**How the best single Gaussian for Li²⁺ and C⁵⁺ responds to changes**

My question: I describe Li²⁺ or C⁵⁺ by one optimised Gaussian and change one thing (the charge, the exponent, the size of the basis, the angular momentum, the position of the Gaussian). Which way does the energy move, and how far? I argue each case first and compute afterwards.

**Model and integrals**

The Hamiltonian is $H=-\frac{\hbar^2}{2m_e}\nabla^2-\frac{Ze^2}{4\pi\varepsilon_0 r}$: non-relativistic, with a fixed point nucleus. I use $a_0=4\pi\varepsilon_0\hbar^2/(m_ee^2)=52.9177$ pm and $E_h=\hbar^2/(m_ea_0^2)=4.35974$ aJ (1 aJ $=10^{-18}$ J). Its exact levels are $-Z^2E_h/(2n^2)$, and "error" means the departure from these. For the real ions, relativity deepens the 1s level by the fraction $(Z\alpha)^2/4$, which is $1.2\times10^{-4}$ for Li²⁺ and $4.8\times10^{-4}$ for C⁵⁺; nuclear motion raises it by the fraction $m_e/M$, which is $7.8\times10^{-5}$ and $4.6\times10^{-5}$ for approximate masses of 7 u and 12 u. Every effect below is larger, but fourth figures belong to the model only.

The basis function is $g_a=N_a r^lY_{lm}e^{-ar^2}$, with $Y_{lm}$ normalised on the sphere and $a$ in m⁻². Everything follows from
$$\int_0^\infty r^{k}e^{-pr^2}dr=\frac{\Gamma\!\left(\frac{k+1}{2}\right)}{2\,p^{(k+1)/2}} .$$
With $k=2l+2$ and $p=2a$, $N_a^2=2(2a)^{l+3/2}/\Gamma(l+\tfrac32)$. For two functions of equal $l,m$ put $p=a+b$ and $\mu=ab/p$. Then
$$S=\left[\frac{2\sqrt{ab}}{a+b}\right]^{l+3/2}.$$
Since $r^lY_{lm}$ is harmonic and homogeneous of degree $l$, $\nabla^2g_b=[4b^2r^2-2b(2l+3)]g_b$. The matrix element of $r^2$ is $(l+\tfrac32)S/p$, so
$$T=\frac{\hbar^2}{m_e}(2l+3)\,b\left(1-\frac bp\right)S=\frac{\hbar^2}{m_e}(2l+3)\,\mu S .$$
With $k=2l+1$,
$$\langle g_a|r^{-1}|g_b\rangle=c_l\sqrt{p}\,S,\qquad c_l=\frac{\Gamma(l+1)}{\Gamma(l+3/2)} .$$

For one function, $E(a)=E_h\left[\tfrac12(2l+3)aa_0^2-Zc_l\sqrt{2a}\,a_0\right]$. This is a parabola in $\sqrt a$, with minimum
$$a^*=\frac{2Z^2c_l^2}{(2l+3)^2a_0^2},\qquad E^*=-\frac{Z^2c_l^2}{2l+3}E_h .$$
There the kinetic energy is $|E^*|$ and the potential energy $-2|E^*|$. For $l=0$, $c_0=2/\sqrt\pi$, $a^*=8Z^2/(9\pi a_0^2)$ and $E^*=-4Z^2E_h/(3\pi)$.

**Change 1: the nuclear charge, 3 → 6, exponent reoptimised**

*Reasoning.* Substituting $r\to r/Z$ turns $H$ into $Z^2$ times the hydrogen Hamiltonian, and the family of Gaussians is closed under that scaling. So doubling $Z$ must halve all lengths and multiply exponent, energy and absolute error by four. The relative error cannot move.

*Calculation.*

| | Li²⁺ | C⁵⁺ |
|---|---|---|
| $a^*$ / nm⁻² | 909.4 | 3637 |
| $E^*$ / aJ | −16.65 | −66.61 |
| exact / aJ | −19.62 | −78.48 |
| error / aJ | 2.966 | 11.86 |
| $\langle r\rangle$ / pm | 26.46 | 13.23 |

The ratio $E^*/E_{\rm exact}=8/(3\pi)=0.8488$ holds for both ions. The last row uses $k=2l+3$: $\langle r\rangle=(l+1)c_l/\sqrt{2a^*}=(l+1)(2l+3)a_0/(2Z)$. The exact nodeless state $r^le^{-Zr/(na_0)}$ with $n=l+1$ has $\langle r\rangle=n(2n+1)a_0/(2Z)$, which is the same number. The optimised Gaussian has the exact mean radius and still misses the fraction 0.1512 of the energy, so its fault lies in the shape and not in the size.

**Change 2: the exponent is detuned**

*Reasoning.* Any departure from $a^*$ raises the energy, quadratically at first. Kinetic energy grows as $a$ and attraction only as $\sqrt a$, so for large factors a function that is too tight should suffer more than one too diffuse by the same factor: $E\to+\infty$ on one side, $E\to0$ on the other. For the swap of exponents between the ions I can count directly. C⁵⁺ in the lithium function keeps the lithium kinetic energy and doubles the lithium attraction. Li²⁺ in the carbon function keeps the carbon kinetic energy and halves the carbon attraction, which then just cancels it.

*Calculation.* With $a=\lambda a^*$,
$$E=|E^*|(\lambda-2\sqrt\lambda),\qquad E-E^*=|E^*|(\sqrt\lambda-1)^2\approx\tfrac14|E^*|(\lambda-1)^2 .$$
A change of ±10 % should cost about 0.25 % of $|E^*|$; the full formula gives 0.238 % for $\lambda=1.1$ and 0.263 % for $\lambda=0.9$. Here the diffuse side is dearer, which does not contradict my argument: 0.9 is a larger factor away from 1 than 1.1 is.

For the swap, C⁵⁺ has $\lambda=1/4$ and $E=\tfrac34E^*=-49.96$ aJ; Li²⁺ has $\lambda=4$ and $E=0$ exactly. In relative terms the tight side loses everything and the diffuse side a quarter. In absolute terms both lose 16.65 aJ. The reason is that an exponent optimised for $Z$ and used for $Z'$ has $\sqrt\lambda=Z/Z'$, so
$$E-E^*=\frac{4E_h}{3\pi}(Z-Z')^2 ,$$
which is symmetric in the two charges and costs 1.850 aJ for a mismatch of one unit anywhere in the series.

**Change 3: a second s Gaussian is added**

I let both ions share the basis $\{a^*_{\rm Li},a^*_{\rm C}\}$. Relative to its own optimum, Li²⁺ gains a tight function with exponent ratio $\kappa=4$, and C⁵⁺ a diffuse one with $\kappa=1/4$.

*Reasoning.* The energy can only fall, and by no more than the error, $3\pi/8-1=0.178$ in units of $|E^*|$. The exact $e^{-Zr/a_0}$ has a cusp at the nucleus and a longer tail than any Gaussian, so both additions should enter with a positive coefficient. The local energy $Hg_a/g_a=E_h[3aa_0^2-2a^2a_0^2r^2-Za_0/r]$ would be constant for an exact state. It diverges at the nucleus, where $g_a$ is largest, and also in the tail, where $g_a$ is small. I therefore expect the tight function to gain more. As $\kappa\to1$ the new direction becomes $\partial g_a/\partial a$, which is uncoupled at the optimum, so the gain must vanish there.

*Calculation.* In units of $|E^*|$ the integrals give $H_{11}=-1$, $H_{22}=\kappa-2\sqrt\kappa$ and $H_{12}=S\left[2\kappa/(1+\kappa)-\sqrt{2(1+\kappa)}\right]$. I orthogonalise $g_2$ to $g_1$ and measure energies from $H_{11}$. Define
$$w=H_{12}-SH_{11}=Sf,\qquad f=\frac{2\kappa}{1+\kappa}+1-\sqrt{2(1+\kappa)},\qquad D=(\sqrt\kappa-1)^2-2Sw .$$
The coupling is $u=w/\sqrt{1-S^2}$ and the gap is $\Delta=D/(1-S^2)$. The lowering is $\sqrt{\Delta^2/4+u^2}-\Delta/2$, or $u^2/\Delta=w^2/D$ to second order, and the coefficient of $g_2$ is $-w/D$ to first order. Near $\kappa=1$, $f\approx-\tfrac3{16}(\kappa-1)^2$ and $D\approx\tfrac58(\kappa-1)^2$, so the gain starts as $\tfrac{9}{160}(\kappa-1)^2$. To the same order I may write $\ln\kappa$ for $\kappa-1$, which gives the rough symmetric guess 0.108 for both cases.

| | Li²⁺, $\kappa=4$ | C⁵⁺, $\kappa=1/4$ |
|---|---|---|
| $S$ | 0.7155 | 0.7155 |
| $f$ | −0.5623 | −0.1811 |
| $D$ | 1.5758 | 0.4355 |
| $w^2/D$ | 0.1027 | 0.0386 |
| lowering / $\lvert E^*\rvert$ | 0.0997 | 0.0370 |
| lowering / aJ | 1.66 | 2.47 |
| $E$ / aJ | −18.31 | −69.08 |
| $E/E_{\rm exact}$ | 0.9334 | 0.8803 |

Both $f$ are negative, so both coefficients are positive. The tight function removes 56 % of the error and the diffuse one 21 %. The symmetric guess is near the tight value and about three times too large for the diffuse one; a factor of four is outside its range. C⁵⁺ gains more in aJ only because its energy scale is four times larger.

**Change 4: the angular momentum, $l=0\to1,2,9$**

The lowest state of each $l$ has $n=l+1$, and the variational bound holds within that symmetry.

*Reasoning.* The factor $r^l$ keeps the electron away from the cusp, so the relative error should fall. For the size I take large $n$. The electron then sits in the minimum of the effective potential $\hbar^2l(l+1)/(2m_er^2)-Ze^2/(4\pi\varepsilon_0r)$, with radial quantum $\hbar\omega\approx Z^2E_h/n^3$. The exact radial density $r^{2n}e^{-2Zr/(na_0)}$ has relative variance $1/(2n+1)$. The Gaussian density $r^{2n}e^{-2ar^2}$ peaks at $r^2=n/(2a)$, where its logarithm has curvature $-4n/r^2$, so its relative variance is about $1/(4n)$. One parameter fixes the radius and leaves the variance at half the right value. An oscillator state squeezed so has doubled kinetic and halved potential energy, $\tfrac14\hbar\omega(2+\tfrac12)=\tfrac58\hbar\omega$ in place of $\tfrac12\hbar\omega$. The excess $\hbar\omega/8$ divided by $Z^2E_h/(2n^2)$ predicts a relative error of $1/(4n)$.

*Calculation.* The recovered fraction is $\eta_l=2n^2c_l^2/(2n+1)$, independent of $Z$. With $c_1^2=16/(9\pi)$ and $c_2^2=256/(225\pi)$, $\eta_1=128/(45\pi)$ and $\eta_2=512/(175\pi)$.

| $l$ | $a^*a_0^2/Z^2$ | $1-\eta_l$ | $1/(4n)$ |
|---|---|---|---|
| 0 | 0.2829 | 0.1512 | 0.250 |
| 1 | 0.04527 | 0.0946 | 0.125 |
| 2 | 0.01478 | 0.0687 | 0.0833 |
| 9 | 0.000465 | 0.0235 | 0.0250 |

The asymptotic series $nc_l^2=1+1/(4n)+1/(32n^2)+\dots$, divided by $1+1/(2n)$, gives $1-\eta_l=1/(4n)-5/(32n^2)+\dots$. The leading term is the oscillator estimate, and the two terms give 0.0234 at $n=10$. At small $n$ the leading term overshoots.

One consequence concerns the 1s–2p interval. For Li²⁺ the 2p error is 0.464 aJ, of the same sign as the 1s error, so the interval comes out too small by 2.502 aJ: $44Z^2E_h/(45\pi)=12.21$ aJ against the exact $3Z^2E_h/8=14.71$ aJ. The ratio, 0.830 for any $Z$, is worse than for either level. The absolute errors cancel in part, but the interval shrinks relative to the 1s energy by more than the error does.

**Change 5: the s Gaussian is moved $d=5$ pm off the nucleus**

*Reasoning.* Norm and kinetic energy do not depend on the centre. The attraction weakens, so the energy rises, and by symmetry the rise is even in $d$. By Gauss's law the nucleus is pulled back by the charge within radius $d$ of the centre. For small $d$ the electron number density there is uniform, $\rho_0=(2a/\pi)^{3/2}$, and the work done is $\frac{Ze^2}{4\pi\varepsilon_0}\frac{2\pi}{3}\rho_0d^2$. With $\rho_0\propto Z^3$ this scales as $Z^4$, so I expect C⁵⁺ to pay 16 times what Li²⁺ pays, somewhat less once the density falls off.

*Calculation.* Adding the enclosed charge and the outer shells of the density $(p/\pi)^{3/2}e^{-pr^2}$, $p=2a$, the mean inverse distance to a point at $d$ from the centre is
$$\frac{\operatorname{erf}(\sqrt p\,d)}{d}=2\sqrt{\frac p\pi}\,F_0(pd^2),\qquad F_0(x)=\int_0^1e^{-xt^2}dt=1-\frac x3+\frac{x^2}{10}-\dots$$
$F_0$ is the Boys function of order zero, and $F_0(0)=1$ returns $c_0\sqrt p$. With $x=2a^*d^2$ the rise at fixed exponent is $2|E^*|[1-F_0(x)]$, whose leading term $\tfrac23|E^*|x$ is the Gauss-law estimate.

The exponent will also relax, towards smaller values since a wider cloud minds the shift less. With $s=\sqrt\lambda$, $E/|E^*|=s^2-2sF_0(xs^2)$. Since $sF_0(xs^2)=\int_0^se^{-xt^2}dt$, its derivative with respect to $s$ is $e^{-xs^2}$, and the optimum obeys $s=e^{-xs^2}$.

| | Li²⁺ | C⁵⁺ |
|---|---|---|
| $x$ | 0.0455 | 0.182 |
| $1-F_0(x)$ | 0.01495 | 0.05745 |
| rise, leading term / aJ | 0.505 | 8.08 |
| rise, fixed exponent / aJ | 0.498 | 7.65 |
| relaxed $\lambda$ | 0.920 | 0.759 |
| rise, relaxed exponent / aJ | 0.468 | 6.23 |

The ratio between the ions falls from the predicted 16 to 15.4 at fixed exponent and to 13.3 after relaxation. The sign and the $Z^4$ law hold, but for C⁵⁺ a shift of 5 pm is a sizeable part of the 13.23 pm mean radius, and the relaxation, which is of second order in $x$, matters more than the curvature of $F_0$.